\section*{Seminar: the coercivity of an unoriented CrO$_2$ coating, first wrong and then right}

Our sample is a coating of single-domain CrO$_2$ needles whose axes lie in the film plane and point at random within it, with the field in that plane. I use the model of Stoner and Wohlfarth (1948): identical, non-interacting uniaxial particles, coherent rotation, zero temperature. The coating is saturated along $+x$, and a reverse field of magnitude $B=\mu_0H$ then grows along $-x$. The easy axis makes the angle $\theta\in[0,\pi/2]$ with $+x$, and the moment makes the angle $\phi=\theta+\alpha$. With $h=B/B_K$ and $B_K=2K/M_s$, the energy divided by $2KV$ is
\begin{equation}
e=\tfrac12\sin^2(\phi-\theta)+h\cos\phi ,
\end{equation}
and equilibrium requires
\begin{equation}
\sin2\alpha=2h\sin\phi .\label{eq:eq}
\end{equation}
The minimum disappears when also $\partial_\phi^2e=\cos2\alpha-h\cos\phi=0$. The two conditions are solved by $h\cos\theta=\cos^3\alpha$ and $h\sin\theta=\sin^3\alpha$, so the switching field is
\begin{equation}
h_s(\theta)=\left(\cos^{2/3}\theta+\sin^{2/3}\theta\right)^{-3/2},\qquad h_s^2=1-\tfrac34\sin^22\alpha .\label{eq:hs}
\end{equation}
Its minimum is $1/2$, at $45^\circ$. The reduced magnetisation of the coating is $\bar m(h)=(2/\pi)\int_0^{\pi/2}\cos\phi\,d\theta$. At $h=0$ we have $\phi=\theta$, and the remanence is $M_r/M_s=2/\pi=0.637$.

\subsection*{The wrong attempt}

What follows is wrong, and I say so before writing it. One particle has $\cos\phi=0$ at its own coercivity $h_c(\theta)$. For $\theta<45^\circ$ the jump carries $\cos\phi$ through zero, so $h_c=h_s$. For $\theta>45^\circ$ the moment rotates through $\phi=\pi/2$ before it jumps, and Eq.~(\ref{eq:eq}) gives $h_c=\tfrac12\sin2\theta$. The remanence was an average, so the attempt averages again:
\begin{equation}
h_c^{\rm coating}\;\overset{\rm wrong}{=}\;\langle h_c\rangle=\frac2\pi\left[\int_0^{\pi/4}h_s\,d\theta+\int_{\pi/4}^{\pi/2}\tfrac12\sin2\theta\,d\theta\right].\label{eq:wrong}
\end{equation}
The second integral is $1/4$. In the first, $\tan\theta=\tan^3\alpha$ gives $d\theta=\tfrac34\sin^22\alpha\,d\alpha/h_s^2$, and the integral becomes $\tfrac12[\mathsf K(\tfrac34)-\mathsf E(\tfrac34)]=0.4727$, where $\mathsf K(\mu)$ and $\mathsf E(\mu)$ are the complete elliptic integrals of parameter $\mu$, the squared modulus. The wrong answer is $\langle h_c\rangle=0.460$.

\subsection*{The symptom}

A coercivity is a field at which the magnetisation vanishes, so we evaluate $\bar m$ there. Below $h=1/2$ nothing has switched, and Eq.~(\ref{eq:eq}) inverts to $\theta=\phi-\tfrac12\arcsin(2h\sin\phi)$, with $\phi$ running from $0$ to $\phi_m=\arccos(-h)$. Changing variable,
\begin{equation}
\frac\pi2\,\bar m=\sqrt{1-h^2}-h\int_0^{\phi_m}\frac{\cos^2\phi\,d\phi}{\sqrt{1-4h^2\sin^2\phi}},\qquad h\le\tfrac12 .
\end{equation}
At $h=0.460$ this gives $\bar m=0.275$. The supposedly demagnetised coating keeps 43\,\% of its remanence. At $h=1/2$ the root becomes $|\cos\phi|$ and $\phi_m=2\pi/3$, so
\begin{equation}
\bar m(\tfrac12)=\frac2\pi\left(\frac{3\sqrt3}{4}-1\right)=0.190>0 .
\end{equation}
Since $\bar m$ falls monotonically with $h$, no value below $1/2$ can be the coercivity.

\emph{Question: Is one of the two integrals simply miscalculated?}

No, both are right, and so is $h_c(\theta)$. The faulty line is the first equality in Eq.~(\ref{eq:wrong}). Moments add at a common field, so $\bar m(h)$ is an average, and the remanence is that average at $h=0$. The coercivity is the root of the average, and taking a root does not commute with averaging. Suppose each loop were a straight line $s(\theta)\,[h_c(\theta)-h]$. The root would be $\langle s\,h_c\rangle/\langle s\rangle$, which equals $\langle h_c\rangle$ if all slopes are equal. Ours are as unequal as can be. A particle near the hard axis crosses zero at a tiny field with slope about one, and it drags the plain average down. Particles below $45^\circ$ cross by a vertical jump.

\subsection*{The mended calculation}

We solve $\bar m(h)=0$ for $h>1/2$. Equation~(\ref{eq:hs}) has two solutions, $\alpha_1<\pi/4$ and $\pi/2-\alpha_1$, with $\cos^22\alpha_1=(4h^2-1)/3$. The particles between $\theta_1=\arctan(\tan^3\alpha_1)$ and $\pi/2-\theta_1$ have switched. Define
\begin{equation}
\mathsf E(\psi|\mu)=\int_0^\psi\sqrt{1-\mu\sin^2t}\,dt,\qquad \mu=\frac1{4h^2}<1 .
\end{equation}
For unswitched particles $d\theta=d\phi-d\alpha$ and $|\cos\phi|=\sqrt{1-\mu\sin^22\alpha}$. Below the band $\cos\phi>0$ and $\alpha$ runs from $0$ to $\alpha_1$. Above it $\cos\phi<0$ and $\alpha$ runs from $\pi/2-\alpha_1$ to $\arcsin h$. The values of $\sin\phi$ at the two edges are equal and cancel, and $\mathsf E(\psi|\mu)+\mathsf E(\pi-\psi|\mu)=2\mathsf E(\mu)$, which leaves
\begin{equation}
U=\sqrt{1-h^2}+\tfrac12\mathsf E(2\arcsin h\,|\mu)-\mathsf E(\mu).
\end{equation}
A switched moment lies at the angle $\phi'=\theta-\beta$ from $-x$, with $\sin2\beta=2h\sin\phi'$, and contributes $-\cos\phi'$. At a band edge with critical angle $\alpha$ this condition is solved by $\beta=\alpha-\eta$ with $\sin\eta=\tfrac12\sin2\alpha$, as substitution of $h\cos\theta=\cos^3\alpha$ and $h\sin\theta=\sin^3\alpha$ confirms. Both edges share the same $\eta$. With $d\theta=d\phi'+d\beta$,
\begin{equation}
S=\frac{\cos2\alpha_1\sin2\eta}{h}+\tfrac12\left[\mathsf E(\pi-2\alpha_1-2\eta|\mu)-\mathsf E(2\alpha_1-2\eta|\mu)\right],
\end{equation}
and $\bar m=(2/\pi)(U-S)$. As $h\to1/2$, $S$ vanishes and $U\to3\sqrt3/4-1$, which joins the low-field branch. The numerical root of $U=S$ is
\begin{equation}
h_c=0.508 .
\end{equation}
There the band extends from $36.3^\circ$ to $53.7^\circ$ and holds 19\,\% of the particles. They contribute $-0.167$ to $\bar m$, and the others $+0.167$. Because $h_s$ has a quadratic minimum, the band opens as $\sqrt{h-1/2}$, and the loop drops so steeply that the zero lies barely above $1/2$. The wrong value is too low by $0.048$, or 9.4\,\%.

\emph{Question: Would averaging the switching fields have been safer?}

It fails in the other direction. By symmetry about $45^\circ$, $\langle h_s\rangle=(4/\pi)\times0.4727=0.602$, which is 19\,\% too high.

\emph{Question: I remember 0.48. Is that not below one half?}

That value belongs to axes random in space, where the weight is $\sin\theta\,d\theta$. The remanence is then $\int_0^{\pi/2}\cos\theta\sin\theta\,d\theta=1/2$. The same change of variable gives $\bar m(\tfrac12)=-0.053$, already negative, and the root is $h_c=0.48$, reached by reversible rotation alone. In the plane the weight is flat, the axes near the field count more, and switching is needed.

\emph{Question: And cubic particles?}

The remanence is still an honest average, of the cosine between the field and the nearest easy axis. For field directions $\mathbf n$ uniform on the sphere and $K_1>0$, the easy axes are $\langle100\rangle$, and the mean of $\max_i|n_i|$ is $(3\sqrt2/\pi)\arctan(1/\sqrt2)=0.831$. For $K_1<0$ they are $\langle111\rangle$, and the mean of $(|n_1|+|n_2|+|n_3|)/\sqrt3$ is $\sqrt3/2=0.866$. The second-order constant $K_2$ is neglected in both.

\subsection*{Size of the error for CrO$_2$}

As inputs I take a typical room-temperature $M_s\approx4.8\times10^5$\,A/m and an approximate $K\approx1.0\times10^5$\,J/m$^3$. The latter is the rounded sum of the shape term of a long needle, $\mu_0M_s^2/4=7.2\times10^4$\,J/m$^3$, and a typical crystalline term of $2.5\times10^4$\,J/m$^3$ with its easy axis along the needle. In atomic units based on the SI equations, with guard digits kept, $K=3.399\times10^{-9}\,E_h/a_0^3$ and $M_s=3.835\times10^{-3}\,e\hbar/(m_ea_0^3)$, so
\begin{equation}
B_K=\frac{2K}{M_s}=1.773\times10^{-6}\ \frac{\hbar}{ea_0^2}.
\end{equation}
The wrong coercive field is $8.2\times10^{-7}$ and the mended one $9.0\times10^{-7}$ in this unit. With $\hbar/(ea_0^2)=2.35\times10^5$\,T, we get $B_K=0.42$\,T, a wrong $\mu_0H_c=0.19$\,T and a mended $\mu_0H_c=0.21$\,T. The slip costs $20$\,mT, or $16$\,kA/m in $H$. The relative error does not depend on $K$ or $M_s$.

\emph{Question: Does that matter beside what the model omits?}

The omissions must be sized. At a typical packing fraction $p\approx0.3$ the scale of dipolar fields is $p\mu_0M_s=0.18$\,T, about 9 times the slip, before geometric factors. Thermal activation acts on the particles near $45^\circ$. Putting $\theta=\pi/4$, $\phi=\pi/2+y$ and $h=\tfrac12-\delta$ gives $\partial_ye\approx\delta-\tfrac34y^2$, and integrating between the two roots gives the barrier $2KV\,(8/3\sqrt3)\,\delta^{3/2}$. A typical needle $300$\,nm long and $30$\,nm in diameter has $KV/k_BT=5.1\times10^3$ at $300$\,K. Setting the barrier to the customary $25\,k_BT$ gives $\delta=0.014$, against $0.048$ for the slip. Incoherent reversal can lower the switching fields further, by an amount this model cannot give. So $0.21$\,T is the coercivity of the model, not a prediction for a real coating. Whatever single-particle loop replaces this one, the coercivity remains the zero of the summed magnetisation.